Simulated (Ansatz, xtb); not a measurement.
# C2H7P+: which of two isomers lies lower

Structure X: the doublet with the links of `[CH2]C[PH3+]`. Structure Y: the doublet with the links of `C[CH][PH3+]`. Both are isolated ions in the gas phase, relaxed with r2SCAN-D4/def2-SVP; the shapes shown needn't be the lowest conformers.

X (Å):

```xyz
10

C    -2.0891   -0.6370   -1.0174
C    -0.9497   -1.4701   -0.5602
P     0.6343   -0.5769   -0.8256
H    -2.5815    0.0524   -0.3273
H    -2.4429   -0.7030   -2.0492
H    -0.9801   -1.7036    0.5192
H    -0.8491   -2.4208   -1.1140
H     1.7929   -1.2824   -0.4232
H     0.6445    0.6473   -0.1269
H     0.8093   -0.2572   -2.1873
```

Y (Å):

```xyz
10

C    -1.6740   -1.6197   -0.3671
C    -0.4313   -1.4029   -1.1419
P     0.3467    0.1728   -1.2881
H    -2.0675   -0.7179    0.1232
H    -2.4613   -2.0308   -1.0266
H    -1.5044   -2.3927    0.4057
H     0.0558   -2.2324   -1.6694
H     1.5262    0.0992   -2.0548
H     0.7023    0.7402   -0.0397
H    -0.4742    1.1552   -1.8958
```

Quicker runs give these differences E(Y) − E(X): GFN2-xTB −0.543 eV; HF/STO-3G +0.001 eV (at GFN2-xTB geometries); r2SCAN-D4/def2-SVP//GFN2-xTB −0.182 eV.

Problem. Estimate which is lower in electronic energy at CCSD(T)/def2-SVP + ΔMP2/def2-TZVPP, and by roughly how much.

Solution. The CCSD(T)/def2-SVP + ΔMP2/def2-TZVPP calculation puts structure Y lower, by 0.127 eV.

The same difference at several levels:

```tsv
level	geometry	E(Y) − E(X) (eV)	departure from the last row (eV)	job, with rough time for the two
GFN2-xTB	GFN2-xTB	−0.543	−0.416	optimisation, 0.17 s
HF/STO-3G	GFN2-xTB	+0.001	+0.128	single point, 0.24 s
r2SCAN-D4/def2-SVP//GFN2-xTB	GFN2-xTB	−0.182	−0.055	single point, 4.3 s
r2SCAN-D4/def2-SVP	r2SCAN-D4/def2-SVP	−0.158	−0.031	optimisation, 53 s
HF/def2-SVP	r2SCAN-D4/def2-SVP	−0.087	+0.039	part of the CCSD(T) run
MP2/def2-SVP	r2SCAN-D4/def2-SVP	−0.096	+0.031	part of the CCSD(T) run
CCSD(T)/def2-SVP	r2SCAN-D4/def2-SVP	−0.113	+0.014	single point
CCSD(T)/def2-SVP + ΔMP2/def2-TZVPP	r2SCAN-D4/def2-SVP	−0.127		single point, 20 s
```

As drawn, both hold the same kinds of bond in the same numbers. Structure X has 0 methyl groups, Y 1.

HF/STO-3G finds them nearly level. The largest departure from CCSD(T)/def2-SVP + ΔMP2/def2-TZVPP is that of GFN2-xTB, 0.416 eV. The last row adds to CCSD(T) the change of the MP2 difference between the two basis sets, here −0.014 eV.

With harmonic frequencies from r2SCAN-D4/def2-SVP (ideal gas, rigid rotor, one conformer each, 1000 K, 1 atm): on the last row, ΔE + ΔZPE = −0.121 eV. A mode under 50 cm⁻¹ makes harmonic enthalpies and free energies unreliable, so none is given.

Open shells are spin-unrestricted. The correlated steps freeze 7 core orbitals. Codes used: Ansatz 0.2.0, xtb 6.7.1; the last row on 2 threads of Arm Neoverse V1 on a shared host.

Structure Y, the α-phosphonium radical, lies modestly below its β-isomer X, and zero-point energy hardly alters the gap. The main reason is probably radical substitution: Y has a secondary radical centre, stabilised by hyperconjugation with its methyl group, whereas X has a primary one. The shorter C–P bond in Y fits an sp² carbon bound to phosphorus, perhaps with some spin delocalisation into P–H σ* orbitals. The preference is small, probably because the cationic phosphonium group withdraws electron density from the adjacent radical centre in Y, while in X the C–P bond lies almost parallel to the singly occupied p orbital and can itself hyperconjugate.

Hartree–Fock already favours Y in the def2-SVP basis, so the ordering doesn't depend on electron correlation, which only widens the gap. The near-degeneracy with STO-3G probably reflects a minimal basis too rigid to describe polarisation around the phosphonium centre. The energy difference says nothing about how readily X would convert to Y by a hydrogen shift.
